**Estimating the band gap of InAs at another volume by hand**

In these calculations, which leave out spin-orbit coupling, the gap of InAs falls by about 0.06 eV for each per cent of added volume, until it closes at roughly 6 % expansion. With the gap of the unstrained crystal, a two-figure slope and the volume change taken relative to the mean of the two volumes, a pocket calculator reproduces every open gap in the table to within 0.002 eV.

InAs in the zinc-blende structure, computed with Ansatz 0.2.0 using HSE06 and PAW potentials, without spin polarisation or spin-orbit coupling. The cell was relaxed with r2SCAN, then strained equally in all directions. Plane-wave cutoff 420 eV, 6×6×6 k mesh, Fermi-Dirac smearing of 0.02 eV; gaps are the smallest found over the mesh and the named k points.

```csv
volume (Å³/atom),shortest distance (Å),band gap (eV),least direct gap (eV)
26.012,2.566,0.898,0.898
26.189,2.572,0.858,0.858
26.825,2.592,0.717,0.717
27.238,2.606,0.627,0.627
27.654,2.619,0.537,0.537
28.501,2.645,0.358,0.358
29.364,2.672,0.181,0.181
30.245,2.698,0.000,0.000
31.144,2.725,0.000,0.000
32.060,2.751,0.000,0.000
```

**The rule**

Let $V$ be the volume per atom, $V_0$ = 28.501 Å³ its unstrained value and $E_g$ the band gap. Then

$$E_g \approx 0.358\ \text{eV} - 5.9\ \text{eV}\times\frac{V-V_0}{(V+V_0)/2}.$$

If the result is negative, the gap is zero. The slope comes from the unstrained row and its nearest compressed neighbour, and was rounded to two figures. Dividing by the mean of the two volumes is a hand substitute for the logarithm of $V/V_0$, so that equal percentage steps count equally. Dividing by $V_0$ instead, with the slope left unchanged, costs up to 0.025 eV at the compressed end.

**Two rows worked**

Neither of these rows was used to set the slope. The smallest cell has $V$ = 26.012 Å³:

$$\frac{26.012-28.501}{27.257}=-0.0913,\qquad E_g\approx 0.358+5.9\times 0.0913=0.897\ \text{eV}.$$

The computed gap is 0.898 eV. This is an extrapolation: the cell lies three times as far from the unstrained one as the neighbour that gave the slope.

On the stretched side take $V$ = 29.364 Å³:

$$\frac{29.364-28.501}{28.933}=0.0298,\qquad E_g\approx 0.358-5.9\times 0.0298=0.182\ \text{eV}.$$

The calculation gives 0.181 eV. The slope found under compression therefore also serves for the one stretched cell whose gap is open. Cells smaller than 26.012 Å³ per atom are untested. Under stronger compression the crystal is known to change to a denser structure, where the rule no longer applies. Even if zinc blende survived, the conduction level at the zone-boundary point X should in the end become the lowest: from 28.501 to 26.825 Å³ per atom its height above the valence top falls from 2.16 to 2.06 eV while the gap at the centre rises.

**Why stretching closes the gap**

Consider first the atoms pulled far apart. Free indium and free arsenic both have full outer s shells and partly filled p shells. In the crystal, however, the conduction edge is an empty combination of these s orbitals: the antibonding one, in which indium and arsenic carry opposite signs. Somewhere on the way from crystal to atoms this state must drop below the p-like valence top and fill, so the gap has to close.

Now consider the opposite case, atoms pressed together. The s orbitals overlap more strongly and the bonding and antibonding combinations move further apart. The antibonding one is pushed up, away from the valence top, and the gap widens. The table covers the stretch between these two tendencies, including the point where the order changes.

The computed levels show how the balance works. At the centre of the Brillouin zone, where the gap lies, symmetry keeps s and p orbitals apart, so the two s-like levels can be followed on their own. Simple bookkeeping then gives

$$E_g = S - D,$$

where $S$ is half the splitting between the two s-like levels and $D$ is the depth of their midpoint below the valence top. In the unstrained crystal $S$ is 6.59 eV and $D$ is 6.23 eV. The small gap is what remains when one large energy is taken from another.

Only one of the two responds much to volume. From 26.825 to 28.501 Å³ per atom, $S$ shrinks by 0.39 eV while $D$ changes by 0.03 eV. The p-like conduction level gives a useful comparison: over the same step its distance from the valence top changes by only 0.04 eV. Measured from the valence top, it is thus the two s-like levels that move, towards each other, and the upper one carries the gap down with it. Weakening overlap is the standard explanation; the levels show the narrowing itself, not its cause.

**Where the size of the slope comes from**

The levels of a single cell already give a rough size for the slope. Suppose $S$ falls as a power $m$ of the bond length, with $D$ fixed. Volume grows as the cube of length, so the slope is $-mS/3$. An inverse square ($m=2$) gives −4.4 eV, and an inverse cube gives −6.6 eV. The inverse square is the textbook law for the coupling between neighbouring orbitals. That coupling is only part of $S$: the rest comes from the s level of arsenic lying below that of indium, a difference that stretching does not remove. The inverse cube has no such law behind it and serves only to bracket the slope from the other side. The computed levels lie close to it: from 26.825 to 28.501 Å³ per atom, $S$ falls with a power of about 2.8, and the small fall in $D$ gives a little of the gap back.

The rule's −5.9 eV lies between the two estimates, and so does the computed gap in every strained row where it is open. Even when applied to the whole of $S$, the inverse square makes the slope a quarter too small, and applied to the coupling part alone it would fall shorter still, so the textbook law gives the sign and the order of size but no more. The expected lesson for a similar semiconductor, with an s-like conduction edge directly above a p-like valence top, is that the slope depends on how fast the large splitting changes, not on the size of the small gap. A narrow gap does not mean a weak response to volume.

**Where the rule stops**

The first limit is the closing itself. At 30.245 Å³ the rule still leaves a gap of 0.008 eV, but in the calculation the s level already lies 0.014 eV below the p-like level. The two differ by about 0.02 eV, the width of the smearing, which corresponds to about a third of a per cent in volume. A shift of about this size is expected where the levels meet: the smearing partly fills the s level, exact exchange lowers a level as it fills, and on a finite mesh a single k point carries a visible share of that effect. The slight inversion in this row may therefore be made by the smearing and the mesh. The closing point should be read no more finely than this difference.

Beyond it the zeros are not a slope that has levelled off. Once the s level has dropped and filled, four electrons are left for a threefold p-like level with room for six. Cubic symmetry holds its three states at one energy, so filled and empty states touch and the gap stays at zero. At 30.245 Å³ this state is not yet reached: the s level lies only 0.033 eV below the Fermi energy and is still partly empty. For the two larger cells the electronic entropy from the smearing confirms it: it has the value expected for a threefold level that is two thirds full, with all other levels either filled or empty. The hybrid functional has not been checked for such gapless states, so these three rows deserve less trust than the others.

The second limit concerns the absolute gap. Spin-orbit coupling, left out here, splits the valence top by roughly 0.4 eV (a recalled value) and raises its upper part by a third of that. If the slope is unchanged, closing moves from about 30.3 to 29.6 Å³ per atom. The unstrained cell used here is also some 2 to 3 % larger than the measured one, again a recalled figure, and this lowers the gap by a similar amount. The two errors largely cancel at the unstrained volume, so a good value there is partly luck. It is safer to take only the slope from this page, and both the starting gap and its volume $V_0$ from measurement.

The third limit is the kind of strain. All these cells are stretched or squeezed equally in every direction. An InAs channel grown on a mismatched substrate is strained in the plane and relaxes out of it, so the rule needs its net volume change and yields only that part of the shift. The shear part splits the valence top and must be added separately. The volume part matters on its own: 0.06 eV is more than twice the thermal energy at room temperature, so 1 % more volume raises the density of thermally created carriers in undoped material roughly threefold. The electron mass, which shrinks with the gap, takes a little off that factor.

The output below compares the rule and the two power laws with the table row by row.

The analysis program printed:

```
Hand rule over all rows:
     row  volume change over mean volume (%)  hand rule (eV)  rule with floor at zero less computed (eV)  inverse-square estimate (eV)  inverse-cube estimate (eV)
  26.012                              -9.132          0.8968                                   -0.001226                        0.7721                      0.9887
  26.189                              -8.455          0.8568                                   -0.001159                        0.7405                      0.9399
  26.825                              -6.059          0.7155                                   -0.001541                        0.6299                      0.7699
  27.238                              -4.532          0.6254                                   -0.001622                        0.5604                      0.6638
  27.654                              -3.017           0.536                                   -0.001018                        0.4922                      0.5601
  28.501                                   0           0.358                                           0                        0.3583                      0.3583
  29.364                               2.983           0.182                                    0.001015                        0.2286                      0.1647
  30.245                               5.937        0.007692                                    0.007692                        0.1026                     -0.0215
  31.144                               8.862         -0.1649                                           0                      -0.01982                     -0.2007
   32.06                               11.75         -0.3355                                           0                       -0.1387                     -0.3729
Slope from the unstrained row and its compressed neighbour (eV): -5.934
Gap change for 1 % more volume by the rule (eV): -0.059
Gap change for 1 % more length by the rule (eV): -0.177
Largest miss of the rule on rows with a gap (eV): 0.001622
Largest miss on those rows if the change is divided by the unstrained volume (eV): 0.02475
Half splitting of the s singlets at 26.825 (eV): 6.976
Half splitting of the s singlets at 28.501 (eV): 6.587
Half splitting of the s singlets at 30.245 (eV): 6.218
Depth of their midpoint below the p-like level at 26.825 (eV): 6.259
Depth of their midpoint below the p-like level at 28.501 (eV): 6.229
Depth of their midpoint below the p-like level at 30.245 (eV): 6.232
Change of half splitting from 26.825 to 28.501 (eV): -0.3888
Change of depth from 26.825 to 28.501 (eV): -0.02988
Change of p-like conduction level less valence top from 26.825 to 28.501 (eV): -0.03969
Singlet less threefold level at 30.245 (eV): -0.01377
Closing volume by the rule (A^3/atom): 30.28
Closing volume with a third of a rough recalled 0.4 eV spin-orbit splitting taken off (A^3/atom): 29.61
```
